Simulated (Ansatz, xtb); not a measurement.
**Two structures of BFGaH4N**

We compare a, `B[NH][GaH][F]`, a singlet, with b, a singlet given by its coordinates. Both are isolated molecules in the gas phase, relaxed with r2SCAN-D4/def2-SVP; the shapes shown needn't be the lowest conformers.

a (Å):

```xyz
8

B     0.4837    1.3290   -0.3381
F    -0.8383   -2.4249    1.2799
Ga   -0.5145   -1.3403   -0.0608
N     0.1395    0.2748    0.5257
H     0.3436    1.1693   -1.5327
H     0.9103    2.3716    0.1045
H     0.2566    0.4075    1.5289
H    -0.7809   -1.7871   -1.5075
```

b (Å):

```xyz
8

B     0.9569    0.0040    0.6051
F     2.2521   -0.6104    0.0077
Ga    1.4057   -1.8645   -1.3569
N    -0.0988   -0.7624   -0.2611
H    -0.7373   -1.3468    0.2810
H     0.9088   -0.3160    1.7785
H     0.9737    1.1967    0.3633
H    -0.6809   -0.1559   -0.8412
```

Close contacts (Å): B1–F2 1.55, B1–N4 1.57, F2–Ga3 2.04, Ga3–N4 2.16, B1–H6 1.22, B1–H7 1.22, N4–H5 1.02, N4–H8 1.02.

Energies in hartree; the thermal terms are from r2SCAN-D4/def2-SVP harmonic frequencies (ideal gas, rigid rotor, one conformer each, 298.15 K, 1 atm) and include the zero-point energy:

```
                               a            b
E, CCSD(T)/def2-SVP  −2104.543015  −2104.549301
    E, MP2/def2-SVP  −2104.507690  −2104.507784
  E, MP2/def2-TZVPP  −2105.115232  −2105.112713
  zero-point energy      0.046836      0.052296
       H(298 K) − E      0.053770      0.058605
       G(298 K) − E      0.016908      0.022818
```

Question: Correct the CCSD(T) difference for the basis set by the MP2 change, then work out ΔE, ΔE₀, ΔH and ΔG for a → b in kJ/mol (1 Eh = 2625.50 kJ/mol) and the equilibrium ratio [b]/[a].

Answer: 1. Differences b − a: CCSD(T) −0.006286, MP2 in the small set −0.000094, MP2 in the large set +0.002519 Eh.
2. ΔE = −0.006286 + (+0.002519 − (−0.000094)) = −0.003673 Eh = −9.64 kJ/mol.
3. ΔE₀ = ΔE + ΔZPE = −0.003673 + (+0.005460) Eh = +4.69 kJ/mol.
4. ΔH = ΔE + (+0.004835) Eh = +3.05 kJ/mol.
5. ΔG = ΔE + (+0.005910) Eh = +5.87 kJ/mol, so ΔS = (ΔH − ΔG)/T = −9.5 J/(mol K).
6. kT = 0.9442 mEh, so K = [b]/[a] = exp(−ΔG/kT) = exp(−2.37) ≈ 0.094.

Structure a is favoured at this temperature, against the order of the electronic energies. An error of 4 kJ/mol in ΔG would change K by a factor of 5. MP2/def2-SVP found them nearly level. HF/STO-3G, HF/def2-SVP gave ΔE the other sign. Mirror images and further conformers aren't counted.

Other levels gave ΔE = −83.0 (GFN2-xTB); +47.9 (HF/STO-3G, GFN2-xTB geometries); −20.9 (r2SCAN-D4/def2-SVP//GFN2-xTB); −24.8 (r2SCAN-D4/def2-SVP); +6.1 (HF/def2-SVP); −0.2 (MP2/def2-SVP); −16.5 (CCSD(T)/def2-SVP) kJ/mol. The correlated steps freeze 12 core orbitals; the filled d shell of Ga is correlated, in a basis made for valence electrons. Programs: Ansatz 0.2.0, xtb 6.7.1.

The isomers differ in the oxidation state of gallium as well as in connectivity. Structure a is an aminoborane bound to Ga(III), with a short B–N bond in which the nitrogen lone pair donates into the empty boron p orbital. In b the hydrogen on gallium has moved to nitrogen, leaving formally Ga(I) with a lone pair of largely s character. Fluoride and the amide group now bridge boron and gallium in a four-membered ring, whose long Ga–F and Ga–N contacts suit a weakly acidic Ga(I) centre. B–N π bonding is lost, but boron gains a fourth bond.

The electronic preference for b is reversed already by zero-point energy, mainly because a soft Ga–H stretch is replaced by a stiff N–H stretch; the ring probably stiffens other modes too. Its lower entropy, consistent with lost torsional freedom, then adds a little to the preference for a. The numbers support a close balance between the two oxidation states rather than a strong preference, and without a barrier they don't show whether the isomers would interconvert.
